## Why the pressure of Ti₃Si swings as its k mesh grows

A finer k mesh is easily taken for a larger basis set, which can only lower the energy towards its limit. One might then expect energy and pressure to settle steadily from one side. For metallic Ti₃Si neither quantity behaves like that. The energy falls steeply at the first refinement, overshoots, and then wanders by a few meV per atom. The pressure swings from one side of its final value to the other, by less each time.

Ansatz 0.2.0 calculations with r2SCAN on Ti₃Si (Fm-3m, 4-atom cell) at fixed geometry, with norm-conserving potentials, a plane-wave cutoff of 1142.9 eV, Methfessel–Paxton smearing of 0.15 eV and no spin polarisation. Energies are free energies relative to the 8x8x8 k mesh, and pressure is positive in compression.

```
k mesh  energy less reference (meV/atom)  pressure (GPa)  largest force (eV/Å)
 2x2x2                            185.85          -1.350                 0.000
 3x3x3                             -4.86          -2.380                 0.000
 4x4x4                              2.28          -1.990                 0.000
 5x5x5                              0.59          -2.220                 0.000
 6x6x6                             -1.43          -2.110                 0.000
```

The swing can be read without any reference run. Every even mesh gives a higher pressure than every odd mesh, and each step is smaller than the one before, from about 1.0 GPa at the first refinement to 0.1 GPa at the last. Such order suggests that the parity of the mesh matters as well as its density, though five meshes are too few to exclude chance. All five runs converged without a warning, though at a setting recorded as low accuracy. The makers of the data do caution that such a threshold for self-consistency is loose and that meshes up to 5x5x5 are coarse, but this rests on their tests on other systems, not on these runs. Pressure is more sensitive to a loose threshold than energy. Without a tighter run, it stays open whether this adds anything noticeable to the smallest pressure differences, of 0.1 GPa and less.

### A mesh is a small crystal with its ends joined

A mesh with N points along each edge of the Brillouin zone is equivalent to a block of N × N × N unit cells, closed on itself in every direction. An electron that walks N cells comes back to where it started. The infinite crystal has no such short cut, and the mesh error is the effect of these closed paths. Refining the mesh makes the paths longer, but it does not push the result steadily down or up.

Two kinds of contribution feel the closed paths. Ordinary bonding reaches only a few neighbours, so its error dies quickly once the block is long enough. The Fermi surface, the sharp border between filled and empty states, leaves a weaker error that reaches much further and oscillates with length. Smearing softens the border and finally damps this tail.

The simplest system with the same behaviour is a ring of carbon p orbitals in Hückel theory, with one electron per atom and two atoms counted as one cell. In units of the coupling between neighbours, two cells (four atoms) bind with 4/4 = 1 per atom, and three cells (six atoms) with 8/6 ≈ 1.33. The infinite chain lies between them, at 4/π ≈ 1.27. An even number of cells places levels exactly at the Fermi energy, where they bind nothing, and an odd number avoids them. The likeness ends there: the ring has a single kind of orbital and no smearing, and its alternation shows in the energy, whereas Ti₃Si keeps a regular alternation only in the pressure.

In Ti₃Si the part of those special levels may be played by states near L and X, two kinds of points on the zone boundary. They lie halfway to the next reciprocal lattice point, so an even division hits them and an odd division steps over them. States close to these points can then be counted too heavily on even meshes and too lightly on odd ones. The pressures fit this picture, but they neither prove it nor show which bands are responsible. The kinetic energy of the same runs does not follow the parity: it lies below its 8x8x8 value on 3x3x3 and 4x4x4 alike. Miscounting at L and X is therefore at most a part of the story.

### How large the swing is

One mesh point stands for 1/N³ of the zone. If the error is roughly one point's worth of miscounting, the pressure should follow a constant plus c/N³ for even N and minus c/N³ for odd N. Equal strength on both sides is a simplification. Fitted to the four meshes from 3x3x3 to 6x6x6, this rule gives a constant of −2.13 GPa and c = 7.2 GPa.

The 2x2x2 mesh took no part in that fit and can serve as a trial. The rule predicts −2.13 + 7.2/8 = −1.23 GPa, and the calculation gave −1.35 GPa. The rule thus gives the right direction of the coarse-mesh error and somewhat overstates its size.

The exact form of the decay remains open. An alternating exponential, fitted to the same four meshes with one more adjustable constant, comes slightly closer to the 8x8x8 pressure but misses 2x2x2 by 0.36 GPa. The analysis printed after this note lists both fits. What they share is the change of sign and the shrinking size, and these are the safe part of the result.

### Why the energy does not follow

The 2x2x2 energy lies 186 meV/atom above the 8x8x8 reference and does not belong to the slow tail. Scaled back by the 1/N³ rule, the error of 3x3x3 would lead one to expect only about 16 meV/atom. This mesh contains nothing but the zone centre, L and X, while 3x3x3 keeps only the centre and places all its other points inside the zone. The likely reason for the excess is therefore that 2x2x2 misses the ordinary variation of the bands across the zone, the short-range part that a slightly longer block already captures.

That large misfit also calls for caution about the successful trial above. A mesh that gets the energy so wrong may land near the expected pressure partly by luck. The trial supports the alternating rule, but it does not prove it.

At the other end of the series, 5x5x5 looks almost perfect in energy, only 0.6 meV/atom from the reference. Much of this is cancellation. Compared with the reference, the smearing term lowers the energy by 3.0 meV/atom, and everything else raises it by 3.6. The 6x6x6 mesh, at −1.4 meV/atom, is therefore not a step backwards. The 8x8x8 reference has a mesh error of its own, so differences of this size deserve no ranking.

The pressure reveals what the energy hides, because it is minus the slope of energy with volume. Moving an electron between two levels at the Fermi energy costs no energy. If one of these levels rises steeply on compression and the other hardly moves, the same transfer does change the pressure. A mesh that fills the wrong one of the two can thus have a good energy and a poor slope.

Multiplying the pressure error by the volume puts both errors in the same unit. For 5x5x5 this gives 7 meV/atom in size, about twelve times the energy error. From 3x3x3 onwards the pressure error is the larger of the two on every mesh, and only at 2x2x2 is the order reversed. A flat energy curve is thus no evidence that the pressure has settled.

### What to do about it

The third column of results is no help in choosing a mesh. The force is zero in every row because the symmetry of each atomic site leaves it no direction in which to point. Even the 2x2x2 mesh passes that test. Forces become a useful criterion only when atoms are displaced or the symmetry is lower.

How much pressure error is tolerable depends on the purpose. Taking a bulk modulus of roughly a hundred GPa, a recalled order of magnitude for such compounds, the 0.07 GPa error of 5x5x5 shifts the equilibrium volume by less than a tenth of a percent. The 0.8 GPa error of 2x2x2 shifts it by nearly one percent. On every mesh the pressure stays negative, so the conclusion that this cell is larger than its r2SCAN equilibrium survives even the coarsest sampling.

Titanium silicides serve as contacts in electronic devices, where computed stabilities and lattice mismatch help to compare phases. For that use the mesh error must be well below the energy difference between the phases. The cell here is a cubic model, whereas known Ti₃Si is tetragonal, so the table teaches how to sample such a metal and not which phase wins.

For this compound a cheap and honest test is to run two neighbouring meshes, one even and one odd, and to compare their pressures. In each such pair of the table the 8x8x8 pressure lies between the two values, so their distance serves as a rough error bar, as long as the alternation holds. Their mean is also a better estimate than the finer mesh alone, except for the pair that contains 2x2x2. Two even meshes err on the same side, so the 8x8x8 pressure lies outside the interval between them and their distance is no such bracket.

Output of the analysis:

```
Pressure error:
    row  repeat length (angstrom)  pressure less reference (GPa)  volume times pressure error (meV/atom)  step from previous mesh (GPa)  mean with previous mesh less reference (GPa)
  2x2x2                     8.894                         0.7965                                   77.26                            n/a                                           n/a
  3x3x3                     13.34                        -0.2335                                  -22.65                          -1.03                                        0.2815
  4x4x4                     17.79                         0.1565                                   15.18                           0.39                                      -0.03848
  5x5x5                     22.23                       -0.07348                                  -7.127                          -0.23                                       0.04153
  6x6x6                     26.68                        0.03653                                   3.543                           0.11                                      -0.01848
Parts of the energy error:
    row  smearing part (meV/atom)  all the rest (meV/atom)  Fermi energy less reference (meV)  largest electron portion of one band
  2x2x2                    -18.09                    203.9                             -141.2                                     1
  3x3x3                     2.651                   -7.511                             -55.79                                0.8889
  4x4x4                     1.242                    1.038                              -4.89                                  0.75
  5x5x5                    -3.008                    3.598                              -0.01                                 0.384
  6x6x6                    0.3985                   -1.829                               6.77                                0.2222
fit of pressure on 4 rows (n > 2): constant -2.13 +/- 0.018, coefficient of x 7.2 +/- 0.85; rms 0.0238, worst 5x5x5 0.032, leave-one-out rms 0.0742
  rows outside the fit (model, value, miss): 2x2x2 -1.23, -1.35, 0.12
fit of pressure on 4 rows (n > 2): constant -2.14 +/- 0.0098, coefficient of sgn * exp(-s * n) 1.358 +/- 0.09, s 0.5713; rms 0.00953, worst 6x6x6 0.0142, leave-one-out rms 0.0523
  rows outside the fit (model, value, miss): 2x2x2 -1.707, -1.35, -0.357
Cube law at 8x8x8 less computed pressure (GPa): 0.0302
Exponential law at 8x8x8 less computed pressure (GPa): 0.02072
Energy error of 2x2x2 over that of 3x3x3, sizes only (ratio): 38.24
Energy error of 2x2x2 expected from 3x3x3 by 1/N cubed, size only (meV/atom): 16.4
Energy spread of 4x4x4 to 6x6x6 (meV/atom): 3.71
Pressure error of 2x2x2 as share of reference pressure (percent): 37.11
Pressure error of 6x6x6 as share of reference pressure (percent): 1.702
```
